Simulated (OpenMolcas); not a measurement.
How methods differ on CH3AlF2 (SMILES [CH3][Al]([F])[F])

CH3AlF2: 7 atoms, total charge 0, spin state singlet. SMILES: `[CH3][Al]([F])[F]`. The shape is that of a PBE0-D4/def2-TZVP optimisation.

Each level gives the dipole moment (D). The values are calculated.

```csv
level,kind,program,value (D),CPU time
SVWN5/def2-SVPD,LDA,OpenMolcas,2.44,47 s
BLYP/def2-SVPD,GGA,OpenMolcas,2.31,59 s
PBE/def2-SVPD,GGA,OpenMolcas,2.34,60 s
revPBE/def2-SVPD,GGA,OpenMolcas,2.30,55 s
M06-L/def2-SVPD,meta-GGA,OpenMolcas,2.30,64 s
TPSS/def2-SVPD,meta-GGA,OpenMolcas,2.24,70 s
B3LYP/def2-SVPD,global hybrid,OpenMolcas,2.35,54 s
M06-2X/def2-SVPD,hybrid meta-GGA,OpenMolcas,2.37,58 s
```

The values span 2.24 to 2.44 D. Magnitudes only. CPU times are rough (shared hosts, several kinds of processor): they show what a rung costs within a factor of a few.

All eight functionals describe CH3AlF2 as clearly polar, and their disagreement is small compared with the dipole itself. The polarity stems from the electronegativity difference between aluminium and fluorine. The two Al–F bond dipoles add to a resultant that the less polar Al–C bond, also negative at its outer end, only partly offsets. Donation from fluorine lone pairs into the formally empty Al 3p orbital tempers the charge separation without removing it.

The values do not move steadily with functional class: SVWN5 gives the largest dipole, at 2.44 D, and TPSS the smallest, at 2.24 D, while both hybrids lie between them. The step from BLYP to B3LYP raises the value only from 2.31 to 2.35 D, probably because exact exchange slightly favours charge localisation on fluorine. The results therefore support a robust picture of a strongly polarised molecule, but not a ranking of the functionals by accuracy, since close agreement could also hide an error common to all of them, such as one from the shared basis set.
